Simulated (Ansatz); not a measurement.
Equilibrium of C2H9BS ⇌ C2H6S + BH3 at process temperatures

Species: C2H9BS `[BH3-][S+](C)C`, singlet; C2H6S (dimethyl sulfide) `CSC`, singlet; BH3 (borane) `B`, singlet. 

The electronic reaction energy at CCSD(T)/CBS estimate is +113.8 kJ/mol. Shapes: PBE0-D4/def2-TZVP. Programs: Ansatz 0.2.0. Enthalpy and entropy come from rigid-rotor, harmonic-oscillator sums on unscaled PBE0-D4/def2-TZVP wavenumbers, ideal gases at 1 bar. Symmetry numbers: C2H9BS 1, C2H6S 2, BH3 6. R = 8.3145 J/(mol K).

| T (K) | ΔH (kJ/mol) | ΔS (J/(mol K)) |
| --- | --- | --- |
| 800 | +99.6 | +134.7 |
| 1100 | ? | ? |
| 1400 | +90.3 | +126.1 |

**Question.** Work out ln K at 800 and 1400 K, and from these estimate it at 1100 K.

**Answer.** 
1. 800 K: ΔG = +99.6 − 800 × (+134.7)/1000 = -8.2 kJ/mol; ln K = −ΔG/RT = +1.23.
2. 1400 K: ΔG = +90.3 − 1400 × (+126.1)/1000 = -86.2 kJ/mol; ln K = −ΔG/RT = +7.41.
3. Slope against 1000/T: (+7.41 − (+1.23))/(0.7143 − 1.2500) = -11.54, that is −ΔH/R with ΔH near +96 kJ/mol.
4. 1100 K: ln K = +1.23 + (-11.54) × (0.9091 − 1.2500) = +5.16.

The full sums give ΔH = +95.1 kJ/mol, ΔS = +130.0 J/(mol K), ΔG = -47.9 kJ/mol and ln K = +5.24 at 1100 K, so the line is off by -0.08 in ln K; without rounding the miss is -0.07, from the change of ΔH with temperature. The products are favoured at 1 bar above about 740 K, give or take 75 K for 10 kJ/mol in the energy. The number of molecules rises, which sets the sign of ΔS, and lower pressure favours the products. An error of 10 kJ/mol in the energy moves ln K by 1.1 at 1100 K. Soft modes are treated as harmonic, which can err either way at these temperatures; the lowest are those of C2H9BS (172 cm⁻¹), C2H6S (187 cm⁻¹). BH3 would pair up to its dimer, which this equilibrium leaves out. The CBS estimate extrapolates MP2 from def2-TZVPP and def2-QZVPP and adds CCSD(T) − MP2 in the triple-zeta set, cores frozen.

Dissociation is clearly endothermic but wins at all three temperatures because of entropy. The bond that breaks is dative: the sulfur lone pair donates into the empty 2p orbital of boron, and on cleavage the pair returns to sulfur, leaving two neutral closed-shell molecules. Part of the cost is recovered as BH3 relaxes from pyramidal to planar. The entropy gain comes mainly from turning vibrations of the adduct into free translation and rotation of the fragments.

The same exchange explains the fall in ΔH from +99.6 to +90.3 kJ/mol. Once warm, the lost vibrations hold more heat capacity than the translations and rotations that replace them, so ΔH drops on heating. ln K is therefore concave in 1/T, and a straight line between the end points must run slightly low in the middle. The result describes only adduct cleavage; it does not show that the adduct or dimethyl sulfide would survive other pyrolysis routes, such as C–S scission, at these temperatures.
